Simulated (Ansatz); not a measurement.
## A series in volume scale on Ti3Al

Free energy against uniform scaling of the volume at fixed shape and fractions; periodic cell, basis, potentials, k mesh and filling as listed. The results are calculated, by Ansatz 0.2.0.

The cell before it is scaled or strained (space group Fm-3m, No. 225):
```
cell vectors (Å)
   0.0000     3.2318     3.2318
   3.2318     0.0000     3.2318
   3.2318     3.2318     0.0000
atoms (fractions of the cell vectors)
Ti  0.75000  0.75000  0.75000
Ti  0.25000  0.25000  0.25000
Ti  0.00000  0.00000  0.00000
Al  0.50000  0.50000  0.50000
```

Settings of every row: functional r2SCAN; dispersion none; potentials PAW; wave cutoff 600 eV; density cutoff 2400 eV; k mesh 6x6x6; k shift 0x0x0; occupations cold; smearing width 0.15 eV; spin none; SCF threshold exponent -8.

Limits: coarse k mesh, up to 40 meV an atom off; stress loosely converged; the cell comes from a prototype or a list of computed structures and needn't be the stable phase.

| row | volume scale | V (Å³/atom) | pressure (GPa) | energy above lowest point (meV/atom) |
| --- | --- | --- | --- | --- |
| 1 | 0.92 | 15.527 | 8.61 | 25.9 |
| 2 | 0.9467 | 15.978 | ? | ? |
| 3 | 0.9733 | 16.427 | 0.94 | 0 |
| 4 | 1 | 16.877 | -2.23 | 1.9 |
| 5 | 1.0267 | 17.328 | -5.01 | 12.1 |
| 6 | 1.0533 | 17.777 | -7.47 | 29.7 |
| 7 | 1.08 | 18.228 | -9.62 | 53.8 |

Question: what pressure and energy above lowest point should row 2 give?

Worked fit of pressure. Take u = (V_r/V)^(2/3) − 1 with V_r = 17.102 Å³ an atom, which is twice the finite (Eulerian) strain; such expansions in the strain, on which the Birch-Murnaghan equation of state is built, carry the rest volume and the bulk modulus. The shown rows have u = 0.06653, 0.02721, 0.00887, -0.00871, -0.02548, -0.04162. Least squares give pressure = −3.666 + 158.98 × u + 383.4 × u² GPa; a straight line predicts inner rows, each left out in turn, worse (root mean square 0.46 against 0.0094 GPa). The rows lie off it by 0.00, 0.00, 0.00, 0.01, 0.00, 0.00. The pressure vanishes at u = 0.0219, or V = 16.56 Å³ an atom, and there the bulk modulus at fixed shape and fractions is B = −V dP/dV = (2/3)(1 + u) dP/du = 120 GPa. The withheld row has u = 0.04636, so the fit gives −3.666 + 158.98 × (0.04636) + 383.4 × (0.04636)² = 4.53 GPa.

The calculation gave 4.53 GPa. The fit meets it to the printed digit.

Worked fit of energy above lowest point. Take u = (V_r/V)^(2/3) − 1 with V_r = 17.102 Å³ an atom, which is twice the finite (Eulerian) strain; such expansions in the strain, on which the Birch-Murnaghan equation of state is built, carry the rest volume and the bulk modulus. The shown rows have u = 0.06653, 0.02721, 0.00887, -0.00871, -0.02548, -0.04162. Least squares give energy above lowest point = 6.01 − 584.8 × u + 13440 × u² − 2362 × u³ meV/atom; a parabola predicts inner rows, each left out in turn, worse (root mean square 0.12 against 0.037 meV/atom). All shown rows lie on it to the printed digit. Its lowest point lies at u = 0.0219, or V = 16.56 Å³ an atom, and the curvature there gives the bulk modulus at fixed shape and fractions, B = (4/9)(1 + u)² E″(u)/V = 119 GPa. The withheld row has u = 0.04636, so the fit gives 6.01 − 584.8 × (0.04636) + 13440 × (0.04636)² − 2362 × (0.04636)³ = 7.5 meV/atom.

The calculation gave 7.6 meV/atom. The fit lies 0.1 meV/atom (1.3 % of the value, 0.19 % of the column's range) below it, one unit of the last digit.
